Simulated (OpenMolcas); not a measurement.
## AlGeH4Cl: a line through the functionals

AlGeH4Cl has 7 atoms, charge 0, and is taken as a singlet. SMILES: `[Cl][AlH][GeH3]`. Geometry: relaxed at PBE0-D4/def2-TZVP.

The dipole moment y, in D, basis def2-SVP; a is the functional's share of exact exchange. Programs: OpenMolcas 26.06.

| functional | program | a | y (D) |
| --- | --- | --- | --- |
| TPSS | OpenMolcas | 0 | 0.97 |
| PBE | OpenMolcas | 0 | 0.92 |
| B3LYP | OpenMolcas | 0.2 | 0.98 |
| PBE0 | OpenMolcas | 0.25 | ? |
| BHLYP | OpenMolcas | 0.5 | 1.14 |

Question: Fit y = c + s·a to the known rows and predict PBE0.

Answer: 
1. Means of the 4 rows: a = 0.1750, y = 1.002.
2. Σ(Δa)² = 0.1675, Σ(Δa·Δy) = 0.06425, so the slope is 0.06425/0.1675 = 0.38358.
3. Intercept: 1.002 − (0.38358) × 0.1750 = 0.935. The largest residual of the fit is 0.035.
4. PBE0: 0.935 + (0.38358) × 0.25 = 1.03 D.

The run gave 1.09 D, so the prediction is off by -0.06 D, more than the largest residual. More exact exchange makes the molecule more polar here.

The dipole moment is smallest with PBE and largest with BHLYP, but exact exchange is not the only thing that changes along the line. TPSS and PBE share a zero fraction and still differ by almost as much as the PBE0 prediction misses, so the miss needs no special explanation. The cleaner comparisons are PBE with PBE0 and B3LYP with BHLYP, and both show the moment rising.

The likely reason is charge localisation. Exact exchange lowers the chlorine lone pairs relative to the empty aluminium 3p orbital, which weakens back-donation and leaves more negative charge on chlorine. The total stays modest for a molecule with so polar an Al–Cl bond, probably because hydride and germyl also draw electron density from aluminium and their bond dipoles partly oppose that of Al–Cl. Such a partial cancellation would make the moment sensitive to small shifts of charge. The series supports a direction of change, not a transferable slope, and cannot tell which functional comes closest to the true dipole.
